**Q.** I measure ionisation energies and would like a cheap estimate along a stripping sequence. LB94 is built to give the potential a proper Coulomb tail, so minus the highest eigenvalue should do. For sulfur it wanders around the tabulated values in a zigzag. What produces that?

Sulfur atom and ions, S to S15+, in the radks radial solver with Libxc: all-electron Dirac Kohn-Sham, LB94 model potential, no spin polarisation, spherical densities, finite (Fermi) nucleus. Ground configurations are those NIST lists, with j = l − 1/2 subshells filled first. Minus the highest occupied eigenvalue serves as an estimate of the ionisation energy.

| species | Z | charge (e) | electrons | configuration | −ε(highest occupied) (eV) | highest level mean radius (bohr) | highest level | NIST table (eV) | kind of table value | stated uncertainty (eV) | computed less table (eV) |
| --- | --- | --- | --- | --- | --- | --- | --- | --- | --- | --- | --- |
| S | 16 | 0 | 16 | [Ne] 3s2 3p4 | 11.479 | 2.0546 | 3p3/2 | 10.36001 | measured | 0.00012 | 1.12 |
| S+ | 16 | 1 | 15 | [Ne] 3s2 3p3 | 21.858 | 1.8868 | 3p3/2 | 23.33788 | measured | 0.00025 | -1.48 |
| S2+ | 16 | 2 | 14 | [Ne] 3s2 3p2 | 33.764 | 1.7493 | 3p1/2 | 34.86 | semi-empirical | 0.04 | -1.10 |
| S3+ | 16 | 3 | 13 | [Ne] 3s2 3p1 | 46.838 | 1.6404 | 3p1/2 | 47.222 | semi-empirical | 0.012 | -0.384 |
| S4+ | 16 | 4 | 12 | [Ne] 3s2 | 73.404 | 1.4475 | 3s1/2 | 72.5945 | measured | 0.0004 | 0.809 |
| S5+ | 16 | 5 | 11 | [Ne] 3s1 | 89.523 | 1.3815 | 3s1/2 | 88.0529 | measured | 0.0004 | 1.47 |
| S6+ | 16 | 6 | 10 | [He] 2s2 2p6 | 275.52 | 0.43615 | 2p3/2 | 280.954 | measured | 0.007 | -5.43 |
| S7+ | 16 | 7 | 9 | [He] 2s2 2p5 | 325.51 | 0.41987 | 2p3/2 | 328.794 | measured | 0.007 | -3.29 |
| S8+ | 16 | 8 | 8 | [He] 2s2 2p4 | 378.35 | 0.40495 | 2p3/2 | 379.84 | semi-empirical | 0.21 | -1.49 |
| S9+ | 16 | 9 | 7 | [He] 2s2 2p3 | 433.95 | 0.39118 | 2p3/2 | 447.7 | semi-empirical | 0.3 | -13.8 |
| S10+ | 16 | 10 | 6 | [He] 2s2 2p2 | 493.96 | 0.37666 | 2p1/2 | 504.55 | semi-empirical | 0.12 | -10.6 |
| S11+ | 16 | 11 | 5 | [He] 2s2 2p1 | 554.79 | 0.36475 | 2p1/2 | 564.41 | semi-empirical | 0.05 | -9.62 |
| S12+ | 16 | 12 | 4 | [He] 2s2 | 645.93 | 0.41325 | 2s1/2 | 651.96 | semi-empirical | 0.12 | -6.03 |
| S13+ | 16 | 13 | 3 | [He] 2s1 | 701.14 | 0.40466 | 2s1/2 | n/a | n/a | n/a | n/a |
| S14+ | 16 | 14 | 2 | 1s2 | 3192.5 | 0.095811 | 1s1/2 | n/a | n/a | n/a | n/a |
| S15+ | 16 | 15 | 1 | 1s1 | 3427.3 | 0.093896 | 1s1/2 | n/a | n/a | n/a | n/a |

**A.** Here $-\varepsilon$ is minus the eigenvalue of the highest occupied level, $\langle r\rangle$ is that level's mean radius, and the error is computed less table. In exact Kohn-Sham theory $-\varepsilon$ equals the ionisation energy; a model potential with a good tail only approaches it. The large jumps at the shell changes, S6+ and S14+, come out of the calculation, and from S2+ on the error stays within about 3 % of the table value. The zigzag has one sharp feature per p shell, between p⁴ and p³: the error drops by 12.3 eV from S8+ to S9+ and by 2.6 eV from S to S+. In the 2p shell the table rises by 67.9 eV at that step and the calculation by only 55.6 eV, so the kink lies in the reference and the calculation runs smoothly past it.

**Q.** The highest level changes from p3/2 to p1/2 partway through each shell. Isn't the zigzag just that filling rule, in other words spin-orbit coupling handled badly?

**A.** It is the first thing one sees, but the switch falls between p³ and p², one row after the drop. Its size can be counted with the spin-orbit constant $\zeta$, two thirds of the p splitting, interpolated from the levels of the same calculation for S4+, S8+ and S15+. The computed $-\varepsilon$ is shifted by $+\zeta$ for p1/2 and by $-\zeta/2$ for p3/2. The real ground levels of p¹ to p⁶ lie, to first order in LS coupling, at $-1,-1,0,-\tfrac12,-\tfrac12,0$ times $\zeta$ relative to their terms, and an ionisation energy takes the difference of two neighbours.

With $\zeta$ near 1 eV this counting moves the error by +1.7 eV from S8+ to S9+, against the observed −12.3 eV. A straight line in electron number fitted to the six 2p errors leaves an rms misfit of 3.36 eV, and removing the spin-orbit part first raises it to 3.93 eV. On its own this explanation therefore fails at the kink. It returns below as a smaller correction.

**Q.** Then self-interaction? For the one-electron ion you know the right answer.

**A.** For S15+ the point-nucleus Dirac formula gives 3495.0 eV, and the run is 67.7 eV, or 1.94 %, too shallow. QED terms, absent from both numbers, are of the order of 1 eV and do not enter the comparison. With one electron the exchange-correlation potential should cancel the Hartree potential completely, so the deficit is leftover self-repulsion, about a quarter of the 1s self-Coulomb integral of the same run. It belongs to LB94 and to the unpolarised treatment together, which splits the single electron over both spins.

Carried over as a fixed fraction, it predicts −5.44 eV for S6+, where the error is −5.43 eV, and that agreement is seductive. The same fraction predicts about twice the actual error of S12+ and has the opposite sign to the positive errors of S4+ and S5+. Being smooth in the binding energy, it contributes only −1.3 eV to the step from S8+ to S9+. It may describe a background, but it does not make the kink.

**Q.** What is left?

**A.** The term energy behind Hund's first rule. Your ions start and end in their ground terms, ³P for p² and p⁴ and ⁴S for p³, whereas every row here is a spherical density with equal numbers of up and down electrons. Its potential depends on how many p electrons there are, not on how their spins are coupled, so theory argues that $-\varepsilon$ follows the configuration average. No spin-polarised run tests that step directly; what the numbers test is its consequence.

The counting uses the Slater integrals $F^0$ and $F^2$ of the p shell. A pair of p electrons with parallel spins repels by $F^0-\tfrac{5}{25}F^2$, the average pair by $F^0-\tfrac{2}{25}F^2$, so each parallel pair gains $\tfrac{3}{25}F^2$. The ³P term of p² has one such pair, the ⁴S term of p³ has three, and p⁴ behaves as two holes. The ground term of pⁿ thus lies at $d_n$ relative to the average, with

$$d_2=d_4=-\tfrac{3}{25}F^2,\qquad d_3=-\tfrac{9}{25}F^2,$$

and zero for the other fillings. The true ionisation energy is the average one plus $d_{n-1}-d_n$, so the error of row pⁿ gains $d_n-d_{n-1}$. Ionising p⁴ produces the well-stabilised p³ and is cheaper than average, while ionising p³ destroys it and is dearer.

**Q.** Does the size come out without adjusting $F^2$?

**A.** Nearly. The S4+ run gives $F^2\langle r\rangle=11.5$ eV bohr for 2p, and I assume this product stays fixed, as it would for an orbital that shrinks without changing shape. Each $d_n$ then uses the radius of its own ion:

$$\text{S8+}:\; -\tfrac{3}{25}(28.48)+\tfrac{9}{25}(29.48)=+7.20\ \text{eV},$$

$$\text{S9+}:\; -\tfrac{9}{25}(29.48)+\tfrac{3}{25}(30.62)=-6.94\ \text{eV}.$$

The term step is therefore −14.14 eV. Adding the spin-orbit part and the background slope, $-14.14+1.71-0.76=-13.19$ eV. Only the slope is fitted, to all six 2p rows, these two included.

The observed step is −12.26 eV, uncertain by 0.37 eV because both references are semi-empirical, so the model overshoots by about 0.9 eV, more than that uncertainty covers. Over the six rows the term part alone cuts the rms misfit to 1.00 eV, and the spin-orbit part, which did harm alone, now brings it to a third of that. Both effects are needed: the term energy dominates, and the spin-orbit part offsets a little of it. A fitted factor of 0.93 on $F^2$ absorbs most of the overshoot, but three parameters on six rows say little about why; the residuals are in the output that follows.

**Q.** S8+ is off by only 0.4 %. May I trust the method there?

**A.** Not on that evidence, because the small error is a cancellation. The term part of +7.20 eV and the spin-orbit part of −1.04 eV sit on a remainder of −7.65 eV. That remainder is between 1.6 and 2.0 % of the table value in all six 2p rows. Its likeness to the S15+ deficit suggests leftover self-interaction, but this is a guess resting on one row, and S4+, S5+ and S12+ do not share the fraction. Those rows and closed-shell S6+ have no term energy to lose, so their errors belong to the approximate potential, which for S5+, with its single 3s electron, includes the lack of spin polarisation.

**Q.** And the 3p shell, or the next element?

**A.** The 3p rows show the same pattern, tested more weakly, since $F^2$ is fitted there together with a constant, two parameters on four rows. With the small spin-orbit part removed as well, the fit gives 5.3 eV for S and an rms misfit of 0.10 eV, against 0.99 eV for the raw errors about a constant; that is still above the stated uncertainties. The kink is smaller in eV because the orbital is about five times larger. It is larger in proportion, since from S8+ to S the integral $F^2$ falls about fivefold but the ionisation energy about 37-fold, and so neutral S and S+ have the worst relative errors, +10.8 % and −6.3 %.

The counting depends on the electron number alone, so the ions of chlorine or phosphorus treated the same way should show the drop at the same place, from eight to seven electrons. It should be somewhat larger in eV for chlorine, whose 2p orbital is tighter, and smaller for phosphorus. That follows from the argument and is not tested by this table.

Output of the analysis:

```
ion shell level, error eV, error %, table uncertainty eV (computed values rounded to 0.005 eV or finer)
S    3p4 3p3/2   +1.12 +10.80 0.00012
S+   3p3 3p3/2   -1.48  -6.34 0.00025
S2+  3p2 3p1/2   -1.10  -3.14 0.04
S3+  3p1 3p1/2   -0.38  -0.81 0.012
S4+  3s2 3s1/2   +0.81  +1.12 0.0004
S5+  3s1 3s1/2   +1.47  +1.67 0.0004
S6+  2p6 2p3/2   -5.43  -1.93 0.007
S7+  2p5 2p3/2   -3.28  -1.00 0.007
S8+  2p4 2p3/2   -1.49  -0.39 0.21
S9+  2p3 2p3/2  -13.75  -3.07 0.3
S10+ 2p2 2p1/2  -10.59  -2.10 0.12
S11+ 2p1 2p1/2   -9.62  -1.70 0.05
S12+ 2s2 2s1/2   -6.03  -0.92 0.12
S15+: point Dirac 3495.0 eV, computed less Dirac -67.7 eV = -1.94 %; QED scale 0.2 eV times a few
S15+: deficit / F0(1s,1s) = 0.25; empty 2s1/2 lies 3.26 eV below 2p1/2
S15+ fraction applied, predicted/actual error eV: S4+ -1.41/+0.81, S5+ -1.71/+1.47, S6+ -5.44/-5.43, S12+ -12.63/-6.03
2p rises S6+ to S11+, computed eV: [49.99 52.84 55.6  60.01 60.83]
2p rises S6+ to S11+, table eV:    [47.84 51.05 67.86 56.85 59.86]
2p rows: F2 eV, zeta eV, term part eV, spin-orbit part eV, remainder eV, remainder %
S6+   26.44  0.89  +0.00  +0.04  -5.47  -1.95
S7+   27.47  0.96  +3.42  -0.44  -6.26  -1.90
S8+   28.48  1.04  +7.20  -1.04  -7.65  -2.01
S9+   29.48  1.13  -6.94  +0.67  -7.48  -1.67
S10+  30.62  1.24  -3.67  +1.34  -8.26  -1.64
S11+  31.62  1.34  +0.00  +0.00  -9.62  -1.70
2p line only: slope +1.57 eV/electron, rms 3.36 eV, worst S9+ -5.60
2p line + spin-orbit: slope +1.77 eV/electron, rms 3.93 eV, worst S8+ +6.12
2p line + term: slope +0.56 eV/electron, rms 1.00 eV, worst S8+ -1.61
2p line + both: slope +0.76 eV/electron, rms 0.33 eV, worst S8+ -0.57
2p both, factor on F2 fitted 0.93: rms 0.14 eV, residuals [-0.09  0.19 -0.1  -0.11  0.19 -0.09]
step S8+ to S9+: actual -12.26 +- 0.37, term -14.14, spin-orbit +1.71, S15+ fraction -1.31 eV
step S9+ to S10+ (level switch): actual +3.16, term +3.27, spin-orbit +0.67 eV
3p: step S to S+ -2.60 eV, spin-orbit part of it +0.11 eV; rms about a constant 0.99 eV
3p constant -0.32 eV + term: fitted F2 in S 5.32 eV, F2*r 10.9 (2p 11.5) eV bohr
3p rms 0.10 eV, residuals S to S3+ [ 0.06  0.13 -0.12 -0.06]
```
